**Q:** I generated four PBE PAW datasets for indium that differ only in the energy of the second d partial wave. Which shell makes the curves so high at low cutoff?

Calculated values. Indium PAW datasets from atompaw 4.2.0.5 (PBE, scalar-relativistic, valence 4s2 4p6 4d10 5s2 5p1), with wave radii of 1.6 and 1.3 bohr for s, 1.4 and 2.05 bohr for p, and 2.05 bohr for both d waves. The base run has a d wave 2 energy of 2 Ry. Errors are occupation-weighted sums over pseudo-atom levels in spherical Bessel functions (20 bohr box), relative to 400 Ry.

| cutoff (Ry) | sum of levels error, base (mRy) | sum of levels error, d wave 2 energy -0.84 Ry (mRy) | sum of levels error, d wave 2 energy 3.53 Ry (mRy) | sum of levels error, d wave 2 energy 6.83 Ry (mRy) |
| --- | --- | --- | --- | --- |
| 10 | 42430 | 40860 | 44130 | 48350 |
| 15 | 14520 | 14400 | 14620 | 14990 |
| 21 | 2695 | 2695 | 2696 | 2696 |
| 30 | 172.1 | 171.5 | 172.4 | 173.3 |
| 40 | 19.35 | 19.35 | 19.35 | 19.35 |
| 50 | 14.58 | 14.58 | 14.58 | 14.58 |
| 60 | 6.76 | 6.76 | 6.76 | 6.76 |
| 80 | 1.02 | 1.02 | 1.02 | 1.02 |
| 100 | 0.60 | 0.60 | 0.60 | 0.60 |
| 140 | 0.06 | 0.06 | 0.06 | 0.06 |
| 200 | 0 | 0 | 0 | 0 |
| 300 | 0 | 0 | 0 | 0 |

**A:** Each entry is a sum of pseudo-atom level errors at that cutoff, relative to 400 Ry, weighted by occupation. The level-resolved errors of the base run give the split. At 30 Ry the 4p level is 22.8 mRy too high and 4d 2.1 mRy, so $6\times22.8=136.8$ and $10\times2.1=21$ of 172.1 mRy, leaving 14.3 for 4s, 5s and 5p. Up to 100 Ry, 4p supplies 76 to 95% of the sum.

**Q:** Shouldn't d be the hard channel?

**A:** Hardness follows the shape of the pseudo wave. Indium's 4d has a node forced by the 3d core, and a radius of 2.05 bohr lets smoothing move its main peak from about 0.95 to 1.4 bohr; the pseudo wave keeps only 0.44 of the norm. The 4p wave, bound at $-5.74$ Ry and smoothed only inside 1.4 bohr, keeps its peak near 0.8 bohr and 0.93 of the norm. A compact wave needs large wave numbers. Per level, and with the errors as printed, 4p is at least 6.5 times worse than 4d from 10 to 100 Ry. No p setting was varied, so the role of the radius is argued, not shown.

**Q:** Why do the curves stall at 40–50 and 80–100 Ry?

**A:** Let $\tilde\psi$ be the converged pseudo wave, with $(H-\varepsilon S)\tilde\psi=0$, level $\varepsilon$, overlap operator $S$ and $\langle\tilde\psi|S|\tilde\psi\rangle=1$. Remove the part $\delta$ with wave number $q^2>E_c$, the cutoff in Ry. The cross terms vanish and the level rises by about $\langle\delta|H-\varepsilon S|\delta\rangle$. At high $q$ kinetic energy dominates, so

$$\Delta\varepsilon\approx\sum_{q_n^2>E_c}(q_n^2-\varepsilon)\,F(q_n)^2\,\frac{\pi}{R},\qquad F(q)=\sqrt{\tfrac{2}{\pi}}\int \tilde u(r)\,qr\,j_l(qr)\,dr ,$$

with $\tilde u$ the radial pseudo wave, $R=20$ bohr and $q_nR$ the zeros of $j_l$. A wave joined to the all-electron one at a radius $r_c$ has a transform that rings, and where $F$ crosses zero, new basis functions gain almost nothing.

I took $\tilde u$ from the base run on 13 points out to 2.05 bohr, with a decaying tail fitted by least squares to the logarithm of the last four all-electron points; no level error entered any fit. The 4p transform has nodes at 42 and 83 Ry, where the decay rate of the sum drops to about 0.03 per Ry from 0.2–0.3 below 40 Ry and 0.08–0.10 at 50–80 Ry. The first 4d node, 26 Ry, lies where 4d only creeps from 3.44 to 2.1 mRy. An exponential fitted to the logarithm of the base column over 10–40 Ry undershoots 60 Ry by a factor near 80, so extrapolating the steep part is unsafe.

**Q:** How good is that model?

**A:** At 30 Ry it gives 23.0 and 2.12 mRy, hence $6\times23.0+10\times2.12=159$ mRy, or 0.92 of the table, and the gap matches the shells left out. That is its best row. At 10 and 15 Ry it recovers only 0.47 to 0.66 of either level error, as the lost norm and the potential and projector terms are no longer small. From 40 to 60 Ry it overshoots 4p by 1.3 to 1.4 times; it ignores relaxation of the retained part, which can only lower the level. From 80 to 140 Ry it lies a nearly constant 0.07 to 0.08 mRy too high while the true error shrinks. That looks like a false tail from the 13-point wave or its fitted end, though the source was not traced, and by 140 Ry it swamps the true 0.01 mRy. Trust the node positions more than the sizes.

**Q:** Why does the second d energy matter only at low cutoff?

**A:** The numbers show that the spread is 4d alone: at 10 Ry its error is 663, 820 and 989 mRy for $-0.84$, 2 and 3.53 Ry, and ten times the differences reproduces the columns; about 1410 mRy for 6.83 Ry is inferred the same way. The route is argued. The 4d pseudo wave is built without reference to the second energy, so the kinetic term is unchanged, but the projectors must be dual to both d waves and change shape. They act on the level only through the missing part $\delta$, which collapses near the 4d node. The spread is 18% of the base value at 10 Ry, 1% at 30 Ry and nil as printed from 40 Ry. It buys no cutoff: all four reach 10 mRy at 60 Ry and 1 mRy at 90 Ry. What the setting controls is scattering, where the d phase error at 3.4 Ry is at least a hundred times larger for the softest dataset than for 3.53 Ry.

**Q:** What would another radius or element do?

**A:** Nodes scale roughly as $1/r_c^2$. The first 4p node has $qr_c=9.1$; if the shape stretched uniformly to 2.05 bohr it would move to $(9.1/2.05)^2\approx20$ Ry. This is rough, since the outer tail does not stretch, and the p-to-d ratio of node energies is 1.65, not 2.14, the 4d node having $qr_c=10.4$. Freezing 4s and 4p into the core should leave a much softer curve led by 4d. In gallium the d shell is 3d, nodeless and peaked closer in, so smoothing has no oscillation to remove and d should claim a larger share; 2p and 4f waves are hard for the same reason.

**Q:** Which digits can I trust, and is 90 Ry then safe?

**A:** Levels come in steps of 0.01 mRy, so 4d enters the sum in steps of 0.1 mRy, the 0.06 at 140 Ry is a single 4p step, and the 1 mRy spread at 21 Ry is at the limit of the printed digits (the 4d levels account for 0.5 mRy between $-0.84$ and 3.53 Ry). In the steep part one Bessel function per channel spans $2q\pi/R\approx1.4$ Ry at 21 Ry, worth a factor $e^{0.3\times1.4}\approx1.5$, so those digits belong to this box. Zeros mean agreement with 400 Ry, not with the all-electron atom.

And 90 Ry is not safe. All four datasets have an s ghost at $-26.94$ Ry, far below the true 4s at $-8.79$ Ry, and the sum omits it. Small bases hide it: the lowest s level is $-8.81$ Ry at 21 Ry, then $-17.25$ at 30 Ry. At 40 Ry it is still 3494 mRy high and at 100 Ry 6.45, as a very compact state would be. The phase scan starts at $-11$ Ry and misses it, and the d setting leaves it unchanged. An origin in the s projectors or the local potential is a guess. Electrons would fill this state, so none of the datasets is fit for use.
